An applied magnetic field makes the electrons of a molecule circulate, and their currents change the field that a nucleus feels. The isotropic shielding is the fraction by which they reduce it, averaged over directions and expressed in parts per million; a better shielded carbon has a lower chemical shift. The calculation splits it into a positive diamagnetic part and a negative paramagnetic part. In the table, the carbon at the end of a propyl chain keeps its two hydrogens while the group attached to it changes.

Molecules *CCCC (SMILES) with the group * varied, computed with PySCF 2.14.0 at the non-relativistic PBE0/pcSseg-1 level with density fitting, in the gas phase at PBE0-D3(BJ)/def2-SVP geometries. The marked atom is the carbon bound to *. Its shielding is split into diamagnetic and paramagnetic parts by the GIAO formula; the span is the highest minus the lowest principal value.

```csv
group *,formula,binding atom,its electronegativity,bond from the marked atom to the group (Å),"torsion about that bond, heaviest neighbours (°)",isotropic shielding (ppm),diamagnetic (ppm),paramagnetic (ppm),span (ppm),IAO charge of the marked atom (e),HOMO-LUMO gap (eV)
*[GeH3],C4H12Ge,Ge,2.010,1.965,46,172.4,248.9,-76.5,28,-0.49,9.34
*CCF,C6H13F,C,2.550,1.522,178,154.6,250.2,-95.6,39,-0.25,10.36
*[O][AlH2],C4H11AlO,O,3.440,1.392,31,114.4,237.7,-123.3,60,-0.03,6.87
*O[SiH3],C4H12OSi,O,3.440,1.409,172,116.3,242.6,-126.4,64,-0.04,8.53
*F,C4H9F,F,3.980,1.377,n/a,100.1,240.5,-140.4,86,0.05,10.61
```

*Which carbon is shielded least, and which part of the shielding is responsible?* It is the one bound to fluorine, in 1-fluorobutane. Its shielding is 72 ppm below that of the carbon bound to germanium, and the paramagnetic part supplies 88 % of the difference. The diamagnetic part is large everywhere but changes little. The question is therefore why a more electronegative neighbour strengthens the paramagnetic response.

*Why does a carbon in a molecule have a paramagnetic part at all?* A neon atom is the simpler case. Its electron cloud is spherical, so a field along any axis can set it circulating freely about the nucleus, and with the nucleus as origin only the diamagnetic part exists. Bonds spoil this freedom, because they tie the electrons to particular directions. The comparison explains where the paramagnetic part comes from, but its size depends on the orbitals of the molecule.

Ramsey's formula describes that size. The field tries to rotate a carbon p orbital in one bond towards the direction of another, and so mixes a filled bonding orbital with an empty antibonding one. Each such pair contributes roughly

$$\sigma_{\mathrm{para}}\propto-\frac{w\,\langle r^{-3}\rangle}{\Delta E},$$

where $w$ measures how much of both orbitals lies on the carbon, $\langle r^{-3}\rangle$ how closely the p electrons approach the nucleus, and $\Delta E$ the energy between the two orbitals. A substituent can act through any of the three.

*Is it enough that fluorine takes electrons away from the carbon?* Compare 1-fluorobutane with the row `*CCF`, where the marked carbon is bound to another carbon. The charge of the marked atom, obtained by assigning electrons to atom-like orbitals, rises from −0.25 to 0.05 e. The carbon has thus lost 0.30 of an electron. This can reduce the shielding in two ways, and both can be estimated.

The first is the loss of diamagnetic shielding. Lamb's formula gives each electron a contribution of $\alpha^2\langle r^{-1}\rangle/3$ in atomic units, with $\alpha$ the fine-structure constant. Taking a rough recalled value of 0.78 for $\langle r^{-1}\rangle$ of a carbon 2p electron, this is about 14 ppm per electron. Losing 0.30 of an electron then costs about 4 ppm.

The second is contraction: the remaining p electrons are screened less and move inwards. In Slater's rules the effective nuclear charge of a carbon 2p electron is 3.25, and it rises by 0.35 for each electron lost from the shell. Because $\langle r^{-3}\rangle$ grows as the cube of this charge, the ratio is $[(3.25+0.35\times0.30)/3.25]^3\approx1.10$. Ten per cent of the paramagnetic part in `*CCF` is another 10 ppm.

Together the two effects lower the shielding by about 14 ppm, whereas the calculation gives a fall of 54.5 ppm. The estimate starts from the `*CCF` row and has no constant adjusted to the shieldings. It does better towards germanium, where it yields 11 of the 18 ppm gained. Charge therefore acts in the right direction, but at the electronegative end it leaves most of the effect unexplained.

A comparison inside one molecule makes the same point without Slater's rules. The `*CCF` molecule is 1-fluorohexane, and the second and third carbons from its methyl end have charges that agree to about 0.001 e. Their shieldings nevertheless differ by 9 ppm. Charge alone cannot fix the shielding of a saturated carbon. The spread also shows that this chain offers no unique alkyl reference, though an uncertainty of that size is modest beside the fall to fluorine.

*Does the HOMO–LUMO gap provide the energy in Ramsey's formula?* If the paramagnetic part followed the inverse of that gap, scaling from `*CCF` would give −93 ppm for 1-fluorobutane. The computed value is −140 ppm. Of the five molecules, this one has both the largest gap and the strongest paramagnetic part, the opposite of what the simple rule demands. The frontier orbitals belong to the whole molecule, while the shielding depends on pairs of orbitals with appreciable weight on the marked carbon.

*Which pair of orbitals does fluorine change, then?* Theory points to the C–F bond itself. Fluorine's valence level lies well below carbon's, so the filled bonding orbital sits mainly on fluorine. Its empty antibonding partner must sit mainly on carbon, and it is lower in energy than the antibonding orbital of a comparable nonpolar bond. A field across the C–F bond can mix this low empty orbital with the filled C–H and C–C bonds of the same carbon.

A two-level model shows why this strengthens the response. Put the carbon level at zero and the partner level at $-d$, let $b$ be the coupling that forms a bond, and write $s=\sqrt{b^2+d^2/4}$. The empty orbital of the polar bond then lies at $s-d/2$, with a fraction $(1+d/2s)/2$ on carbon; the filled one lies at $-s-d/2$, with the remaining fraction. A neighbouring nonpolar bond has its filled and empty orbitals at $-b$ and $+b$.

Two excitations now count: from the neighbouring bond into the empty polar orbital, and from the filled polar orbital into the neighbouring antibond. Dividing each carbon fraction by its excitation energy gives

$$P\propto\frac{1+d/2s}{b+s-d/2}+\frac{1-d/2s}{b+s+d/2}.$$

The two numerators always add up to the same total. Polarity does not create more weight on carbon; it transfers weight from the expensive excitation to the cheap one.

If the partner level lies two couplings below carbon, $d=2b$, the response $P$ is 29 % larger than for a nonpolar bond. With $d=b$ the increase is 11 %. The computed paramagnetic part of 1-fluorobutane exceeds that of `*CCF` by 47 %. Since $d$ was chosen for illustration and the model treats only a field across the bond, the comparison supports the direction of the effect but only a rough size. The contraction estimated above works in the same direction.

The model has a limit on the other side. Its $P$ stays the same when $d$ changes sign, so a partner whose level lies above carbon's, such as germanium, should also strengthen the response. The table shows the opposite: the paramagnetic part is −76.5 ppm in the germanium compound and −95.6 ppm in `*CCF`. The charge estimate has the right sign there, but the two-level model does not explain that row.

For partners more electronegative than carbon, the model's response grows with the depth of the partner's valence level below carbon's, as long as the coupling $b$ stays the same. Electronegativity is a rough stand-in for that depth. A straight line through the five shieldings, fitted by least squares, falls by about 38 ppm per Pauling unit. When each row in turn is predicted from the other four, the typical miss is 4 ppm, against 13 ppm for a line in the carbon's charge. With so few molecules this favours electronegativity as a guide but does not isolate a cause, especially as the bond length also puts the rows in the order of their shieldings.

*Should the loss of shielding be equal in every direction?* The orbital argument says no. A field along the bond to the substituent turns the carbon p orbital of that bond about its own axis, which leaves it unchanged. The low antibonding orbital is then not brought into play. A field across the bond does bring it into play, so two directions should lose more shielding than the third.

The principal values of the shielding tensor, the shieldings along its three natural axes, allow a test. Their span widens from 39 ppm in `*CCF` to 86 ppm in 1-fluorobutane, so the lowest value falls much more than the highest. Between the germanium compound and the silyl ether `*O[SiH3]`, the two lower values fall by 66 ppm on average and the highest by 36 ppm. This second comparison is weaker support, because it starts from the row that the two-level model does not explain. The uneven falls fit the argument if the highest value belongs to a field roughly along the substituent bond; this assignment of axes is an inference. The highest value still falls substantially between the germanium compound and the silyl ether, which the two-level model cannot give, because it keeps the response along the bond fixed.

*What changes if the atom behind the oxygen is replaced?* The two oxygen compounds differ very little, though a change of conformation could hide part of an effect. The carbon is 1.9 ppm better shielded with silicon behind the oxygen than with aluminium. That small difference cannot be credited to the element, because the torsion about the C–O bond also differs: 172° with silicon, 31° with aluminium. The far methyl carbon of the aluminium compound also has an unusual charge distribution, a hint that its chain may be folded. Both carbons lie about 40 ppm below the one in `*CCF`, so the atom bound directly to the carbon matters far more than the choice between these two second neighbours.

*Which digits deserve trust?* The CH₂F carbon of 1-fluorohexane offers a check, since its immediate surroundings match those of the marked carbon in 1-fluorobutane. The two total shieldings agree within 0.1 ppm, but the paramagnetic parts differ by 1.7 ppm and the diamagnetic parts compensate. The total is therefore steadier than its division. A difference of one or two ppm between the parts of two molecules needs no chemical explanation, whereas the paramagnetic change of 45 ppm between `*CCF` and 1-fluorobutane does.

Agreement between two similar molecules is not the same as accuracy. Each value belongs to one functional, one modest basis and one rigid conformer, and the errors these choices share would not show in such a check. For the germanium compound the calculation also omits spin–orbit coupling, through which a heavy atom can alter the shielding of a light neighbour. Its effect on a carbon bound to saturated germanium is normally small beside the 18 ppm that separate this row from `*CCF`, but it was not computed here. The order of the binding atoms, from germanium through carbon and oxygen to fluorine, rests on gaps of 14 ppm or more; the order of the two oxygen compounds does not.
